Structure 5, H$_2$B–Ga–NH$_2^+$, is the row that looks wrong. Tight binding puts it third among five isomers of BGaH$_4$N$^+$, at 22.47 kcal/mol, and the r2SCAN functional puts it last, at 32.31. Both pairs whose order differs between the two levels contain it. Its own rise is the smaller part of the swap, however, because structures 3 and 2 each come down by more than 22 kcal/mol and pass it.

Isomers of the isolated cation BGaH$_4$N$^+$, computed with Ansatz 0.2.0 (r2SCAN-D4/def2-SVP single points, no relativistic correction) and xtb 6.7.1 (GFN2-xTB), both at the GFN2-xTB minima. Energies are electronic, without zero-point terms; numbers in parentheses label the heavy atoms joined by the links.

| structure | energy above the lowest, functional (kcal/mol) | energy above the lowest of its own list, GFN2-xTB (kcal/mol) | heavy atoms with their hydrogens, and links | spin multiplicity |
| --- | --- | --- | --- | --- |
| 1 | 0.00 | 0.00 | BH(1) GaH(2) NH2(3); links 1-2, 1-3 | 1 |
| 4 | 12.60 | 11.32 | BH(1) GaH2(2) NH(3); links 1-3, 2-3 | 1 |
| 3 | 26.91 | 49.54 | B(1) GaH2(2) NH2(3); links 1-2, 1-3 | 1 |
| 2 | 30.12 | 53.86 | BH(1) Ga(2) NH3(3); links 1-2, 1-3 | 3 |
| 5 | 32.31 | 22.47 | BH2(1) Ga(2) NH2(3); links 1-2, 2-3 | 1 |

## What happens

The structure number is only a label, the links name the bonded pairs among B (1), Ga (2) and N (3), and multiplicity 1 is a singlet, 3 a triplet. Both energy columns are electronic energies measured from structure 1, H$_2$N–BH–GaH$^+$, which is lowest at both levels. Structure 4 is second at both, 12.60 kcal/mol up with the functional and 11.32 with xTB. The other three lie within 5.40 kcal/mol of each other at the functional level.

## Why

Electron counting shows what the isomers compete for. The cation has $3+3+5+4-1=14$ valence electrons, and every row has four bonds to hydrogen and two links, so

$$n_\text{left} = 14 - 2\,(4+2) = 2 .$$

One pair is left beyond the single bonds, while boron and gallium both have empty p orbitals. The order therefore depends on where that pair can bond and on which atom is left short of neighbours. Nothing is fitted here; the count applies to every row alike.

Structure 1 answers both questions well. The pair sits on nitrogen next to three-coordinate boron, where 2p orbitals of similar size overlap and form a B–N $\pi$ bond. The same calculations bear this out for this row: the ion is flat, and B–N is short, 1.35 Å at the xTB minimum and 1.37 Å after relaxation with PBE0. The xTB bond orders, 1.65 for B–N against 0.64 for B–Ga, hold for the xTB minimum, where B–Ga is 2.19 Å long; PBE0 shortens it to 2.10 Å, so they may understate that bond. Gallium has two neighbours, is nearly linear, and carries the largest Mulliken charge with both xTB and PBE0, $+0.68$ e in the latter. That is the cheaper site for the shortage, since gallium is the more electropositive atom.

Structure 3 is the cleanest comparison, a singlet with the same N–B–Ga chain and one hydrogen moved from boron to gallium. The move costs 26.91 kcal/mol. Standard bonding arguments name two penalties that add: a B–H bond is traded for a weaker Ga–H bond, and the two-coordinate centre passes from gallium to boron. The energies give only their sum.

Structure 5 keeps three neighbours on boron and two on gallium, as structure 1 does, but gallium now stands between boron and nitrogen. It is the only row with no B–N link, so the nitrogen pair can be offered only to the diffuse 4p orbital of gallium, with which it overlaps poorly. Its two B–H bonds are in its favour and do not make up the loss at either level. That the B–N bond is what it loses by is argued from orbital sizes; one row without the link is consistent with this and does not test it.

Structure 2 gives up the $\pi$ bond in another way. Its nitrogen is NH$_3$ with four bonds and has no pair to donate, so the two spare electrons remain on the B–Ga unit, here with parallel spins. Being a different spin state, it is not a point on the trend of the singlets. A singlet at this connectivity could keep the two electrons as a 4s pair on gallium and may well lie lower; it was not calculated.

Structure 4, the closest competitor, trades an N–H and a B–Ga bond of structure 1 for a Ga–H and a Ga–N bond, and leaves boron instead of gallium with two neighbours. Losing the strong N–H bond and moving the shortage to boron should cost energy, and the Ga–N bond should return part of it. Only the balance, 12.60 kcal/mol, was calculated.

The count fails between structures 4 and 3. Both have two neighbours on boron and three on gallium and nitrogen, yet the functional separates them by 14.31 kcal/mol. A fragment picture argues for the right sign: structure 4 can be read as iminoborane, HB≡NH, lending one $\pi$ pair to GaH$_2^+$, whereas the same cut in structure 3 leaves a high-energy borylene, H$_2$N–B, whose boron has no hydrogen. The working rule for a related connectivity is then to look first for a B–N link with a free nitrogen pair, next for a hydrogen on that boron, and last for gallium, not boron, as the atom short of neighbours. The rule was read off these five rows and gives no sizes, and xTB contradicts its first part by placing structure 5 below structure 3. It was held against a geometry for structure 1 only, and a hydrogen bridging B and Ga in another row would change the count.

## How large the errors are

The two levels disagree by 14.37 kcal/mol on average in absolute value over the four upper rows, which is more than the lead of structure 1. This measures the distance between two approximate methods, with structure 1 as the common zero, and is no error bar for the functional. It does mean that their agreement within 1.28 kcal/mol on structure 4 may be partly chance.

The absence of spin polarisation in xTB removes the exchange stabilisation of a triplet, which suggests a reason why structure 2 falls by 23.74 kcal/mol. The singlet control undercuts it: structure 3 falls by 22.63, only 1.11 less. Spin polarisation may contribute, but these numbers do not show it to be the cause. A guess is that the minimal basis and fitted parameters of xTB misjudge the balance between B–Ga, Ga–N and Ga–H bonding; nothing here tests that.

The functional energies are single points at xTB geometries, and structure 1 gives a scale for what that costs. Relaxing it with PBE0 shortens B–Ga from 2.19 to 2.10 Å and lowers the energy by 2.77 kcal/mol. The lead over structure 4 is about 4.5 times that amount. The scale comes from one row and another functional, and the other isomers may relax by more, the triplet in particular, whose geometry was found without spin polarisation.

On this scale the upper three are unresolved. The step from structure 3 to 2 is 3.21 kcal/mol and that from 2 to 5 is 2.19, each about one relaxation energy. The small def2-SVP basis, the neglect of scalar relativity, SCF solutions not searched for lower states and the functional itself could each shift the gaps by this much. Spin-orbit coupling is missing too, but it is expected to matter less, since none of these ions has the symmetry for a degenerate orbital state.

Entropy hardly threatens the lead of structure 1: to cancel it at 298 K, structure 4 would need 42 cal/mol/K more entropy, 61 % of the whole entropy of structure 1. Among the upper three, the threefold spin degeneracy lowers the free energy of the triplet at 298 K by $RT\ln 3 = 0.59 \times 1.10 = 0.65$ kcal/mol, a fifth of its distance from structure 3. The vibrational and rotational terms could also change the order of these three; they were calculated with PBE0 for structure 3 but not for structures 2 and 5, so the comparison cannot yet be made.

Zero-point motion has a predictable direction for the leading pair. Structure 4 has a Ga–H bond where structure 1 has a second N–H bond, and Ga–H vibrates much more slowly, so the correction should narrow the lead, by something of the order of a few kcal/mol. To cancel it, the difference would have to reach 43 % of the whole zero-point energy of structure 1, which is 29.5 kcal/mol. The printed output below lists these gaps, shifts and ratios row by row.

## What to do

Structure 1 can be taken as the lowest of these five with fair confidence, structure 4 as second, and structures 3, 2 and 5 as a tie. Structure 1 itself is well behaved: PBE0 finds no imaginary frequency, the Hartree-Fock solution in def2-TZVP is stable also towards a triplet, and the coupled-cluster $T_1$ diagnostic is 0.015. The PBE0 solution in def2-SVP was checked separately with PySCF and is stable, both internally and externally; for the r2SCAN solution, on which the ranking rests, the check was left undecided. These tests support a single-determinant singlet at this geometry and say nothing of the gaps. By relaxation alone, structure 4 would have to come down by some 15 kcal/mol to overtake it, the sum of 12.60 and 2.77, a rough figure that mixes two functionals. Less would do if the zero-point term and the errors of basis and functional pointed the same way.

The larger risk is that the lowest of five is not proven the lowest isomer. Some bond types were not drawn in the search, each structure was computed in one conformer only, and structure 1 itself came from a start that rearranged during the xTB optimisation. Ga$^+$ bound to intact aminoborane, H$_2$N–BH$_2$, would have no Ga–H bond and would keep a 4s pair on gallium, a well-established oxidation state that relativity favours further. Whether it lies below structure 1 is untested, and it is the first calculation to run. After it come a singlet at the connectivity of structure 2, PBE0 relaxation and frequencies for the isomers that still lack them, and coupled-cluster energies in a larger basis.

An xTB screen should not be used to discard isomers of this ion within a few tens of kcal/mol, since it places two of five more than 22 kcal/mol higher than the functional does. For nitride growth chemistry with boron, gallium and nitrogen precursors, the ranking offers only a hint: the two lowest isomers both have a B–N link. It concerns an isolated cation at rest and carries no information on rates or surfaces.

Output of the analysis:

```
Hydrogen counts and shift from GFN2 to functional in kcal/mol:
  row  H on B  H on Ga  H on N  functional less GFN2
    1       1        1       2                     0
    4       1        2       1                  1.28
    3       0        2       2                -22.63
    2       1        0       3                -23.74
    5       2        0       2                  9.84
Gap from structure 1 to 4 with the functional (kcal/mol): 12.6
Gap from structure 1 to 4 with GFN2 (kcal/mol): 11.32
Leg from 1 to 3 with the functional (kcal/mol): 26.91
Leg from 3 to 4 with the functional (kcal/mol): -14.31
Leg from 1 to 3 with GFN2 (kcal/mol): 49.54
Leg from 3 to 4 with GFN2 (kcal/mol): -38.22
Structure 2 above 3 with the functional (kcal/mol): 3.21
Structure 5 above 2 with the functional (kcal/mol): 2.19
Structure 5 above 3 with the functional (kcal/mol): 5.4
Structure 3 above 5 with GFN2 (kcal/mol): 27.07
Structure 2 above 3 with GFN2 (kcal/mol): 4.32
Energy gained by structure 1 on PBE0 relaxation (kcal/mol): 2.767
Gap from 1 to 4 divided by that relaxation: 4.553
Rough zero-point gain of 4 over 1 from one N-H stretch becoming Ga-H (kcal/mol): 2.247
Gap from 1 to 4 left after that zero-point estimate (kcal/mol): 10.35
```
